## Why do some vibrations of silicon carbide cost so little?

Silicon carbide is one of the stiffest semiconductors, yet some of its short-wavelength vibrations have less than half the frequency of most others. What lets the atoms move so easily in a network of strong bonds? The frequencies below come from a density-functional calculation in the local-density approximation.

Harmonic phonons of zinc-blende SiC (two-atom cell, geometry as given), calculated with ABINIT 10.8.3 in the LDA, with PseudoDojo NC SR LDA v0.4.1 standard pseudopotentials, a plane-wave cutoff of 1006.82 eV, a shifted 4×4×4 k mesh and a 2×2×2 q mesh. The acoustic sum rule is imposed, and the frequencies at Γ leave out the LO–TO splitting.

```csv
row,phonon q row (row),phonon frequency (cm⁻¹)
1,1,0.0
2,1,0.0
3,1,0.0
4,1,778.2
5,1,778.2
6,1,778.2
7,2,261.1
8,2,261.1
9,2,602.7
10,2,750.5
11,2,750.5
12,2,820.4
13,3,365.3
14,3,365.3
15,3,623.4
16,3,743.9
17,3,743.9
18,3,809.5
```

The column "phonon q row" names the wave vector, which fixes how the motion changes from cell to cell. The value 1 is Γ, where all cells move alike. The value 2 is L, where the motion reverses from each layer of cells to the next along a bond direction, and 3 is X, where the same reversal occurs along a cube edge. The primitive cell holds one Si and one C atom, each free to move in three directions, so every wave vector has six modes.

### Four bonds for six motions

At L and X the six modes fall into a low pair and four higher ones. The gap above the low pair is 342 cm⁻¹ at L and 258 cm⁻¹ at X. By symmetry the equal pairs are transverse, with atoms moving across the wave vector, and the single modes are longitudinal, with atoms moving along it.

Counting bonds explains the grouping. Each cell contains four Si–C bonds, and each bond length can resist one combination of atomic displacements. Four bond lengths therefore hold back at most four of the six motions. At least two motions leave every bond length unchanged to first order, and what mainly restores them is the resistance of the bond angles, which is much weaker in a covalent crystal.

Γ has only three stiff modes, because its four bond stretches are not independent. When the whole Si lattice shifts against the whole C lattice, the lengthening of some bonds is balanced by the shortening of others, so the four changes add up to zero. The three remaining motions shift the crystal as a whole and cost no energy. Their zeros in the table were imposed through this condition, so they are no measure of numerical accuracy.

The fourth stiff mode at L and X is the longitudinal acoustic one. At Γ it is a plain shift of the crystal, but at L and X neighbouring layers move towards and away from each other, and bonds must stretch. It reaches 602.7 cm⁻¹ at L, about 2.3 times the 261.1 cm⁻¹ of the transverse acoustic pair. Both kinds of motion start from zero at Γ, and only one of them has to pay for stretched bonds.

### From L to X: twice as many tilted bonds

The low pair can be followed from row 7, at L, to row 13, at X. Seen along a bond direction, the crystal is a stack of Si–C double layers. Three of the four bonds per cell lie within a double layer, and the fourth stands upright between two of them. In the easy motion at L each double layer slides sideways as a rigid sheet while its neighbours slide the other way, so only the upright bond tilts.

At X the wave vector runs along a cube edge, and planes of Si alternate with planes of C. Each Si atom has two bonds to the C plane above and two to the C plane below, and these two pairs lie in planes at right angles to each other. A Si plane can therefore move together with one neighbouring C plane, in a direction perpendicular to both bonds that lead to the other. No bond is stretched, but two bonds per cell now tilt instead of one.

This difference gives an estimate without adjustable constants. Let u be the amplitude of each atom, n the number of tilted bonds per cell and b the stiffness of one bond against tilting. The atoms at the two ends of a tilted bond move oppositely, so their relative displacement is 2u. Equating the largest elastic energy with the largest kinetic energy gives

½ n b (2u)² = ½ (M_Si + M_C) ω² u²,

where M_Si and M_C are the atomic masses and ω is the angular frequency. Hence ω² = 4nb/(M_Si + M_C).

Going from L to X changes n from 1 to 2 and leaves the moving mass as it was. The squared frequency should double, and the frequency should grow by √2. Starting from row 7, the estimate for X is 1.414 × 261.1 ≈ 369 cm⁻¹, against 365.3 cm⁻¹ in row 13, which did not enter the estimate. The two agree to about 1%, closer than so simple a picture deserves, since it neglects long-range forces and any admixture of bond stretching. The agreement is consistent with the proposed motions, which were inferred from symmetry and bond geometry, but a single ratio cannot prove them, and part of its closeness may be luck.

### The high transverse pair hardly moves

The transverse optical modes, in which Si and C move against each other, change far less. They fall from 778.2 cm⁻¹ at Γ by 3.6% at L and 4.4% at X. The bond picture explains part of this near-constancy: for a given transverse direction, the same bonds are stretched by the same amount at all three wave vectors. Only the share of bending changes.

That share also argues for the direction of the change. At Γ, Si and C move oppositely across the bonds that merely tilt, so their displacements add. At L and X the reversal from layer to layer makes the displacements partly cancel across these bonds, and the bending energy drops.

Here the counting of tilted bonds reaches its limit. With two bonds relieved at X and one at L, the squared frequency should fall twice as far at X. The calculation gives a ratio of only 1.23. The fall is also smaller than the picture demands. If bonds could only stretch and tilt, the high pair would lose in squared frequency exactly what the low pair gains, which would put it at about 687 cm⁻¹ at X instead of 743.9 cm⁻¹. The simple picture thus gives the right direction of the fall, but neither its size nor how it is shared between the two points. Forces that it leaves out must contribute.

### The top mode and its electric field

The highest frequencies seem to break the pattern. From row 4, at Γ, to row 12, at L, the top mode appears to rise by 42 cm⁻¹, although the high transverse pair falls over the same path. The two rows, however, do not describe the same physical situation.

Si and C carry opposite effective charges. When they move against each other along the wave vector, they build up layers of charge, and the resulting electric field pulls the atoms back. A transverse motion of long wavelength creates no such field. The three equal frequencies of 778.2 cm⁻¹ at Γ were obtained without it, whereas the values at L and X contain the electrostatic forces of their finite wavelengths.

With the field included, the same calculation puts the longitudinal optical mode at Γ at 948.8 cm⁻¹, which is 22% above the transverse pair. The top mode then falls by 128 cm⁻¹ to L and by 139 cm⁻¹ to X. The apparent rise was a comparison of a mode without its field to modes that have theirs.

Short-range forces argue for the same fall. At Γ, Si and C work against each other across every bond. At L and X the reversal between layers relieves part of this strain in the optical mode, while the longitudinal acoustic mode takes up bond stretching of its own.

The distinction matters for the flow of current in silicon carbide, because the field of this mode also acts on the electrons and scatters them. Its quantum of energy is 118 meV with the field and 96 meV without it, compared with a thermal energy of about 26 meV at 300 K. The average number of quanta per mode at that temperature is 0.011 with the field and 0.025 without it. Electrons therefore find few such quanta to absorb at room temperature, but they can emit them once they have gained about 0.12 eV, and a model that used the bare value from the table, with all else unchanged, would overstate the absorption.

These energies belong to the cell that was calculated. It is under a tension of about 5 GPa, which means that it is larger than this functional prefers, and stretched bonds generally lower the optical frequencies. The bond counts depend only on how the network is connected and are untouched by this, though the low pair may also shift, and with it the closeness of the agreement with √2. The ratios, shifts and energies used here are collected in the output that follows.

Printed output of the fit:

```
Modes above 500 cm^-1 at Gamma, L and X (count): 3, 4, 4
Gap between low pair and next mode at L and X (cm^-1): 341.6, 258.1
Low pair, frequency at X over frequency at L (ratio): 1.399
Low pair, squared frequency at X over that at L (ratio): 1.957
Frequency ratio expected from counting tilted bonds (ratio): 1.414
Computed ratio against the expected one (percent): -1.07
High transverse pair, change from Gamma to L and to X (cm^-1): -27.7, -34.3
High transverse pair, change from Gamma to L and to X (percent): -3.559, -4.408
Fall of squared frequency of that pair, to X over to L (ratio): 1.233
Top mode, apparent change from Gamma to L and to X without field (cm^-1): 42.2, 31.3
Top mode, change from Gamma to L and to X with field (cm^-1): -128.4, -139.3
Splitting at Gamma made by the field (cm^-1): 170.6
Splitting at Gamma relative to the transverse frequency (percent): 21.92
Quantum energy at Gamma without and with field (meV): 96.48, 117.6
Thermal occupation at 300 K without and with field (percent): 2.453, 1.068
```
